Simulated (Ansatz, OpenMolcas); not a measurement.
## Errors in the atomisation enthalpy at 298 K

6 molecules with halogens; the atomisation enthalpy at 298 K in kJ/mol, computed less measured. Shapes, held fixed at every level: PBE0-D4/def2-TZVP. Thermal terms are harmonic and unscaled (PBE0-D4/def2-TZVP); the spin-orbit lowering of the free atoms is taken from their spectra. Programs: Ansatz 0.2.0, OpenMolcas 26.06. A level may come from different programs for different species; with the same settings they agree closely. Measured values: Active Thermochemical Tables, NIST-JANAF tables.

Levels: A = SVWN5/aug-cc-pVDZ; B = BLYP/aug-cc-pVDZ; C = PBE-D4/def2-TZVPP; D = BCCD(T)/STO-3G; E = CCSD(T)/CBS estimate.

```csv
molecule,from tabulated heats,A,B,C,D,E
BF3 (boron trifluoride),1944,+264,-71,+51,-315,-7
CH2Cl2 (dichloromethane),1490,+231,-68,+46,-63,-3
CH2ClF (chlorofluoromethane),1617,+272,-43,+56,-133,-1
CH2F2 (difluoromethane),1763,+306,-29,+58,-234,-1
SiH3Cl (SMILES [SiH3]Cl),1367,+85,-93,-26,+200,+5
SiH2F2 (SMILES F[SiH2]F),1836,+97,-155,-36,-380,-9
```

Question: Sum up the errors.

Answer: 
| level | kind | mean error | mean absolute error | worst case |
| --- | --- | --- | --- | --- |
| SVWN5/aug-cc-pVDZ | LDA | +209.2 | 209.2 | CH2F2 |
| BLYP/aug-cc-pVDZ | GGA | -76.5 | 76.5 | SiH2F2 |
| PBE-D4/def2-TZVPP | GGA | +24.8 | 45.5 | CH2F2 |
| BCCD(T)/STO-3G | coupled cluster or CI | -154.2 | 220.8 | SiH2F2 |
| CCSD(T)/CBS estimate | coupled cluster or CI | -2.7 | 4.3 | SiH2F2 |

On this set CCSD(T)/CBS estimate has the smallest mean absolute error and BCCD(T)/STO-3G the largest. Without SiH2F2 the largest would be that of SVWN5/aug-cc-pVDZ. SVWN5/aug-cc-pVDZ is too high in 6 of 6; BLYP/aug-cc-pVDZ is too low in 6 of 6; PBE-D4/def2-TZVPP is too high in 4 of 6; BCCD(T)/STO-3G is too low in 5 of 6; CCSD(T)/CBS estimate is too low in 5 of 6. The heats of SiH3Cl come from older tables and can be uncertain by 10 kJ/mol or more. The tabulated values of BF3, SiH2F2 are in doubt (older tables, estimates, or at odds with other calculations) and kept here. Over the 4 molecules whose values aren't doubted the mean absolute errors are A 223.5; B 58.2; C 46.5; D 157.5; E 2.5. The largest two are near a tie. Rows in very small basis sets show the basis more than the method. Correlated wave functions converge slowly with the basis. The CBS estimate extrapolates MP2 from def2-TZVPP and def2-QZVPP and adds CCSD(T) − MP2 in the triple-zeta set, cores frozen. The set is small.

The local density approximation overbinds every molecule because it misses more exchange energy in the free atoms, with their strongly inhomogeneous densities, than in the molecules. Gradient corrections remove most of this imbalance. From CH2Cl2 through CH2ClF to CH2F2, the errors of all three density functionals shift upwards, while that of BCCD(T)/STO-3G becomes more negative. The latter fits the poor description of polar C–F bonds by a minimal basis, which cannot let fluorine's compact valence shell expand and polarise as it gains charge. The large overbinding of SiH3Cl at the same level suggests that the free atoms are described even worse there, their neighbours' functions compensating in the molecule, so no uniform correction would repair these energies. The small, mostly negative errors of the CCSD(T) estimate probably reflect missing core–valence correlation and overestimated harmonic zero-point energies, among other small terms. The contrast between BLYP and PBE-D4 cannot be assigned to the functionals alone, as their basis sets differ too.
